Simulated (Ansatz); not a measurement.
Co: pressure and energy less free atoms against volume per atom

Periodic Kohn-Sham DFT of a crystal at fixed atoms; pressure and stress are positive in compression; the energy is the free energy less that of spherical unpolarised free atoms; site moments are those in the method's own spheres, positive along +z. The results are calculated, by Ansatz 0.2.0.

Cell of the first row (space group P6_3/mmc, No. 194):
```
cell vectors (Å)
   2.4449     0.0000     0.0000
  -1.2224     2.1173     0.0000
   0.0000     0.0000     3.9502
atoms (fractions of the cell vectors)
Co  0.33333  0.66667  0.25000
Co  0.66667  0.33333  0.75000
```

Settings of every row: method all-electron LAPW; functional PBE; relativity scalar; k mesh 17x17x9; filling fermi-dirac; smearing width 0.05 eV; basis error target 0.25 meV/atom; nucleus gaussian.

Atom:
| element | start moment (bohr magneton) |
| --- | --- |
| Co | 2 |
| Co | 2 |

| row | volume per atom (Å³) | pressure (GPa) | energy less free atoms (eV/atom) | cell moment (bohr magneton) |
| --- | --- | --- | --- | --- |
| 1 | 10.224 | 14.865 | -8.2676 | 3.148 |
| 2 | 10.545 | 6.8 | -8.2891 | 3.201 |
| 3 | 10.871 | -0.122 | -8.2957 | 3.25 |
| 4 | 11.197 | ? | ? | ? |
| 5 | 11.523 | -11.054 | -8.2718 | 3.314 |

Question: what pressure and energy less free atoms should row 4 give?

Worked fit of pressure. Take u = (V_r/V)^(2/3) − 1 with V_r = 10.708 Å³ an atom, which is twice the finite (Eulerian) strain; such expansions in the strain, on which the Birch-Murnaghan equation of state is built, carry the rest volume and the bulk modulus. The shown rows have u = 0.03132, 0.01028, -0.01002, -0.04773. Least squares give pressure = 3.2013 + 342.981 × u + 930.04 × u² GPa; a straight line predicts inner rows, each left out in turn, worse (root mean square 0.91 against 0.052 GPa). The rows lie off it by 0.009, -0.025, 0.020, -0.004 (root mean square 0.017 GPa). The pressure vanishes at u = -0.0096, or V = 10.86 Å³ an atom, and there the bulk modulus at fixed shape and fractions is B = −V dP/dV = (2/3)(1 + u) dP/du = 215 GPa. Letting shape and atoms relax would as a rule lower it, by much in layered, chain or molecular crystals. The withheld row has u = -0.02933, so the fit gives 3.2013 + 342.981 × (-0.02933) + 930.04 × (-0.02933)² = -6.058 GPa.

The calculation gave -6.012 GPa. The fit lies 0.046 GPa (0.18 % of the column's range) below it; its largest miss of a shown row is 0.025 GPa.

Worked fit of energy less free atoms. Take u = (V_r/V)^(2/3) − 1 with V_r = 10.708 Å³ an atom, which is twice the finite (Eulerian) strain; such expansions in the strain, on which the Birch-Murnaghan equation of state is built, carry the rest volume and the bulk modulus. The shown rows have u = 0.03132, 0.01028, -0.01002, -0.04773. Least squares give energy less free atoms = −8.29415 + 0.3259 × u + 16.642 × u² eV/atom; a straight line predicts inner rows, each left out in turn, worse (root mean square 0.016 against 0.00012 eV/atom). The rows lie off it by 0.0000, -0.0001, 0.0000, 0.0000. Its lowest point lies at u = -0.0098, or V = 10.87 Å³ an atom, and the curvature there gives the bulk modulus at fixed shape and fractions, B = (4/9)(1 + u)² E″(u)/V = 214 GPa. Letting shape and atoms relax would as a rule lower it, by much in layered, chain or molecular crystals. The withheld row has u = -0.02933, so the fit gives −8.29415 + 0.3259 × (-0.02933) + 16.642 × (-0.02933)² = -8.2894 eV/atom.

The calculation gave -8.2893 eV/atom. The fit lies 0.0001 eV/atom (0.36 % of the column's range) below it, one unit of the last digit.

The other values of row 4: cell moment 3.289 bohr magneton.
